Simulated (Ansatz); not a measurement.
Cu: energy above lowest point against volume scale

Results calculated with Ansatz 0.2.0, not measured. Free energy against uniform scaling of the volume at fixed shape and fractions; periodic cell, basis, potentials, k mesh and filling as listed.

The cell before it is scaled or strained (space group P6_3/mmc, No. 194):
```
CELL_PARAMETERS angstrom
2.53080 0.00000 0.00000
-1.26540 2.19170 0.00000
0.00000 0.00000 8.26180
ATOMIC_POSITIONS crystal
Cu 0.00000 0.00000 0.00000
Cu 0.33333 0.66667 0.25000
Cu 0.00000 0.00000 0.50000
Cu 0.66667 0.33333 0.75000
```

Settings of every row: functional r2SCAN; dispersion none; potentials PAW; wave cutoff 557.83 eV; density cutoff 2231.3 eV; k mesh 10x10x3; k shift 0x0x0; occupations cold; smearing width 0.05 eV; spin none.

Limits: coarse k mesh, up to 40 meV an atom off; the cell comes from a prototype or a list of computed structures and needn't be the stable phase.

```
row  volume scale  V (Å³/atom)  energy above lowest point (meV/atom)
  1           0.9       10.311                                     ?
  2         0.925       10.597                                  38.3
  3          0.95       10.884                                  16.3
  4         0.975        11.17                                   3.9
  5             1       11.457                                     0
  6         1.025       11.743                                   3.3
  7          1.05       12.029                                  12.9
  8         1.075       12.316                                  27.8
  9           1.1       12.602                                  47.4
```

Question: what energy above lowest point should row 1 give?

Worked fit of energy above lowest point. Take u = (V_r/V)^(2/3) − 1 with V_r = 11.6 Å³ an atom, which is twice the finite (Eulerian) strain; such expansions in the strain, on which the Birch-Murnaghan equation of state is built, carry the rest volume and the bulk modulus. The shown rows have u = 0.06214, 0.04339, 0.0255, 0.0083, -0.00813, -0.02392, -0.03914, -0.05374. Least squares give energy above lowest point = 0.83 − 203.7 × u + 12639 × u² + 5624 × u³ meV/atom; a parabola predicts inner rows, each left out in turn, worse (root mean square 0.28 against 0.063 meV/atom). The rows lie off it by 0.0, 0.1, 0.0, 0.0, 0.0, 0.0, 0.0, 0.0. Its lowest point lies at u = 0.0080, or V = 11.46 Å³ an atom, and the curvature there gives the bulk modulus at fixed shape and fractions, B = (4/9)(1 + u)² E″(u)/V = 161 GPa. Letting shape and atoms relax would as a rule lower it, by much in layered, chain or molecular crystals. The withheld row has u = 0.08169, so the fit gives 0.83 − 203.7 × (0.08169) + 12639 × (0.08169)² + 5624 × (0.08169)³ = 71.6 meV/atom.

The calculation gave 71.8 meV/atom. The fit lies 0.2 meV/atom (0.28 % of the column's range) below it; its largest miss of a shown row is 0.1 meV/atom. This row lies beyond the range of the fit.
